Why does a silver ion hold hydrogen peroxide so much more firmly than a potassium ion of the same charge, and which methods of calculation see the difference?

Gas-phase counterpoise interaction energies of H2O2 with each partner (negative binds), from Ansatz 0.2.0 with frozen cores, at the most strongly bound PBE0-D4/def2-TZVP minimum found; Ag has a def2 core potential. CCSD(T) is a focal-point estimate of the basis-set limit: HF and MP2 correlation are extrapolated from def2-TZVPPD and def2-QZVPPD, and CCSD(T) less MP2 is added from def2-TZVPPD alone (the lone Li+ ion, also run with CCSD(T) in def2-QZVPPD, may be an exception). The functionals use def2-TZVPPD. The correlation part is CCSD(T) less HF.

| partner | pair (SMILES) | CCSD(T) (kcal/mol) | HF (kcal/mol) | correlation part (kcal/mol) | MP2 less CCSD(T) (kcal/mol) | wB97M-V less CCSD(T) (kcal/mol) | r2SCAN-D4 less CCSD(T) (kcal/mol) | deformation, CCSD(T) (kcal/mol) |
| --- | --- | --- | --- | --- | --- | --- | --- | --- |
| H3O+ | [OH3+].OO | -43.00 | -40.66 | -2.34 | -0.34 | -0.22 | -2.48 | 12.29 |
| Li+ | [Li+].OO | -34.36 | -35.13 | 0.77 | -0.23 | -0.32 | 0.70 | 0.42 |
| Cl- | [Cl-].OO | -32.71 | -27.74 | -4.97 | -0.77 | 0.04 | -1.30 | 9.12 |
| Ag+ | [Ag+].OO | -27.97 | -20.24 | -7.73 | -0.82 | 0.58 | -3.42 | 0.26 |
| K+ | [K+].OO | -19.00 | -17.60 | -1.40 | -0.34 | 0.12 | 0.24 | 0.45 |
| FH | F.OO | -7.72 | -5.22 | -2.50 | 0.03 | -0.18 | -1.21 | 0.38 |
| ClH | Cl.OO | -4.44 | -2.12 | -2.32 | -0.50 | -0.03 | -0.75 | 0.24 |

## Sizes worth remembering

The ions bind H2O2 by roughly 20 to 40 kcal/mol, the neutral molecules HF and HCl (rows FH and ClH) by 4 to 8. The reference is an estimate of CCSD(T) at the basis-set limit: extrapolated MP2 plus a step from MP2 to CCSD(T) computed only in a triple-zeta basis. Against this estimate, Hartree-Fock theory is wrong by up to 8 kcal/mol and r2SCAN-D4 by up to 3.5. MP2 and wB97M-V stay within 1 kcal/mol in every row. For scale, an error of about 1.4 kcal/mol in a binding free energy changes an equilibrium constant at room temperature tenfold.

## What the energies mean

The interaction energy compares the pair with its two partners held in the shapes they have inside the pair. The deformation column is the cost of bringing them into those shapes. For Ag+ and K+ this cost is below 0.5 kcal/mol, so their interaction energies are a fair measure of binding. For H3O+ it is 12.29 kcal/mol, and once it is added, H3O+ loses first place to Li+.

The correlation part is what the CCSD(T) estimate adds to Hartree-Fock. In the three columns headed "less CCSD(T)", a negative number means that the method binds more strongly than this estimate. The MP2 column is essentially the triple-zeta difference between the two methods, so it does not test how that difference would change in a larger basis.

## One subtraction, three answers

Both ions carry one positive charge, so potassium serves as a control for silver. Let $\Delta$ be the extra binding of Ag+ over K+, in kcal/mol:

$$\Delta_{\text{CCSD(T)}} = 27.97 - 19.00 = 8.97$$

$$\Delta_{\text{Hartree-Fock}} = 20.24 - 17.60 = 2.64$$

$$\Delta_{\text{r2SCAN-D4}} = (27.97 + 3.42) - (19.00 - 0.24) = 12.63$$

Hartree-Fock finds about 30% of the extra binding and treats silver almost like another potassium ion. r2SCAN-D4 finds about 40% too much. Both methods describe K+ far better than Ag+, so the charge alone is not what defeats them. The output after these notes gives the same subtraction for MP2 and wB97M-V, which both come within about 0.5 kcal/mol of the CCSD(T) estimate.

## Why Hartree-Fock misses the silver bond

K+ acts mainly as a compact positive charge. It attracts the negative side of the peroxide and polarises it, and Hartree-Fock contains both effects. The ion lies 2.72 Å from each of the two oxygen atoms, a position that suits such an attraction.

Ag+ has a filled, easily distorted 4d shell and an empty 5s orbital low enough in energy to accept charge from an oxygen lone pair. This should add a dative contribution to the bond, which is expected from the chemistry of silver and was not measured here. The ion sits on one oxygen at 2.28 Å, with the other at 2.93 Å, as a bond to a single lone pair would suggest.

Theory gives two reasons why Hartree-Fock undervalues this bond. Charge entering the 5s orbital is stabilised by correlated motion with the 4d electrons, and without that correlation Ag+ is too poor an acceptor. Dispersion, the attraction between correlated charge fluctuations on the two partners, is absent as well. The energies in the table do not show how the shortfall divides between these two causes.

Several limits apply to the comparison. All methods use the same density-functional structures, and Hartree-Fock might prefer a longer silver contact, so part of its deficit may come from the imposed distance. The correlation energies of both ions also depend strongly on the basis set, and the step from MP2 to CCSD(T) comes from triple zeta alone. The last tenths of $\Delta$ should therefore not be trusted, nor should the exact size of the small gaps between the reference and MP2 or wB97M-V. CCSD(T) itself builds on a single reference configuration, which fails for some d metals. The T1 diagnostic, a rough test for this, is about 0.01 for both the silver and the potassium pair and gives no sign of trouble. Spin-orbit coupling is left out, which should matter little for an ion with closed shells such as Ag+.

## When a small error is a large fraction

From FH to ClH the Hartree-Fock binding falls from 5.22 to 2.12 kcal/mol, while the correlation part hardly changes. The shortfall of Hartree-Fock therefore grows from about a third of the binding to about a half.

Two differences lie behind the weaker binding. HCl is less polar than HF, which weakens the electrostatic part of the hydrogen bond. The pairs also differ in shape: FH closes a ring, in which an O–H group of the peroxide makes a second contact with the fluorine atom, while ClH has no such contact. Part of the lost binding therefore comes from the missing contact, and the table does not separate it from the effect of polarity.

The electron cloud of HCl is larger and softer, which favours dispersion. The longer contact expected for a chlorine atom and the loss of the second contact work against it, so the correlation part need not grow. A method without dispersion thus loses most, in relative terms, where the other attractions are weak.

Correlation does not always add binding. For Li+ it removes 0.77 kcal/mol. If CCSD(T) was extrapolated directly for the lone ion but only estimated for the pair, the mismatch is about 0.2 kcal/mol, too little to change the sign. Hartree-Fock usually makes molecules too polar, which exaggerates their attraction to an ion, and the two electrons of Li+ offer little dispersion in return.

## Why r2SCAN-D4 errs the other way

r2SCAN-D4 overbinds silver and all four hydrogen-bonded pairs, but not Li+ or K+. Binding strength does not explain this pattern. Li+ is held more strongly than Ag+, yet r2SCAN-D4 binds it slightly too weakly, whereas it overbinds Ag+ by 3.42 kcal/mol.

A known weakness of such functionals fits the pattern. They compute exchange from local properties of the electron density, so an electron is not fully freed from repelling itself. Spreading its charge over two partners relieves this false repulsion and lowers the energy too much. The error is known as delocalisation error, and it favours bonds in which charge passes from one partner to the other.

The second-largest overbinding, 2.48 kcal/mol for H3O+, fits as well. One O–H bond of that ion is stretched to 1.15 Å towards the peroxide, so the proton is partly shared and charge can flow along the bridge. FH and ClH fit less well. Little charge should pass between these neutral partners, yet r2SCAN-D4 overbinds them by 16% and 17% of their interaction energy, against 12% for Ag+.

This cause remains an argument from theory, because the dispersion correction D4 could also contribute. wB97M-V, which uses exact exchange at long range, avoids the large errors, but it differs from r2SCAN-D4 in its treatment of correlation and dispersion too.

The functionals were also run in def2-TZVPPD without extrapolation, while the reference joins extrapolated MP2 to a CCSD(T) correction from that same triple-zeta basis. Differences of a few tenths therefore carry no message. That applies to the order of Li+ and Cl-: r2SCAN-D4 puts Cl- ahead by 0.35 kcal/mol, which is best read as a tie.

## Recognising trouble without a reference

For silver and the four hydrogen-bonded pairs, Hartree-Fock binds too weakly and r2SCAN-D4 too strongly, so a large distance between their results is itself a warning. For Ag+ they differ by $31.39 - 20.24 = 11.15$ kcal/mol, for K+ by only $18.76 - 17.60 = 1.16$.

Most of the distance for Ag+, 7.73 kcal/mol, is what Hartree-Fock misses, so a large distance does not by itself convict the functional. Across the seven pairs it follows the r2SCAN-D4 error only roughly: Cl- shows a larger distance than H3O+ but about half the error. The distance flags the pairs that deserve a better method, but it does not give the size of the correction.

The chemical question to ask first is how the partner binds. A compact cation that mainly attracts and polarises, such as Li+ or K+, is the easier case for both methods, though Hartree-Fock still misses 1.40 kcal/mol for K+. A partner that accepts lone-pair charge or forms a hydrogen bond calls for a check with CCSD(T), or with MP2 or wB97M-V, each of which stays within 1 kcal/mol of the CCSD(T) estimate for these pairs. In a weakly bound pair even a smaller error can matter: for ClH, MP2 overbinds by 0.50 kcal/mol, a difference known only from triple zeta but equal to 11% of the estimated binding.

The analysis program printed:

```
Error in percent of the CCSD(T) interaction (positive means bound too strongly):
   row      HF      MP2  wB97M-V  r2SCAN-D4
  H3O+  -5.442   0.7907   0.5116      5.767
   Li+   2.241   0.6694   0.9313     -2.037
   Cl-  -15.19    2.354  -0.1223      3.974
   Ag+  -27.64    2.932   -2.074      12.23
    K+  -7.368    1.789  -0.6316     -1.263
    FH  -32.38  -0.3886    2.332      15.67
   ClH  -52.25    11.26   0.6757      16.89
Energies in kcal/mol:
   row  r2SCAN-D4 interaction  CCSD(T) interaction plus deformation
  H3O+                 -45.48                                -30.71
   Li+                 -33.66                                -33.94
   Cl-                 -34.01                                -23.59
   Ag+                 -31.39                                -27.71
    K+                 -18.76                                -18.55
    FH                  -8.93                                 -7.34
   ClH                  -5.19                                  -4.2
Largest absolute error of HF (kcal/mol): 7.73
Largest absolute error of MP2 (kcal/mol): 0.82
Largest absolute error of wB97M-V (kcal/mol): 0.58
Largest absolute error of r2SCAN-D4 (kcal/mol): 3.42
Extra binding of Ag+ over K+ in CCSD(T) (kcal/mol): 8.97
Extra binding of Ag+ over K+ in HF (kcal/mol): 2.64
Extra binding of Ag+ over K+ in MP2 (kcal/mol): 9.45
Extra binding of Ag+ over K+ in wB97M-V (kcal/mol): 8.51
Extra binding of Ag+ over K+ in r2SCAN-D4 (kcal/mol): 12.63
Share of the CCSD(T) extra binding that HF gives (percent): 29.43
Binding lost from FH to ClH in HF (kcal/mol): 3.1
Correlation part lost from FH to ClH (kcal/mol): 0.18
Li+ bound more strongly than Cl- in CCSD(T) by (kcal/mol): 1.65
Li+ bound more strongly than Cl- in r2SCAN-D4 by (kcal/mol): -0.35
Ag-O distance to the nearer oxygen (angstrom): 2.276
Ag-O distance to the farther oxygen (angstrom): 2.927
K-O distance to either oxygen (angstrom): 2.722
Longest O-H bond of H3O+ in its pair (angstrom): 1.146
```
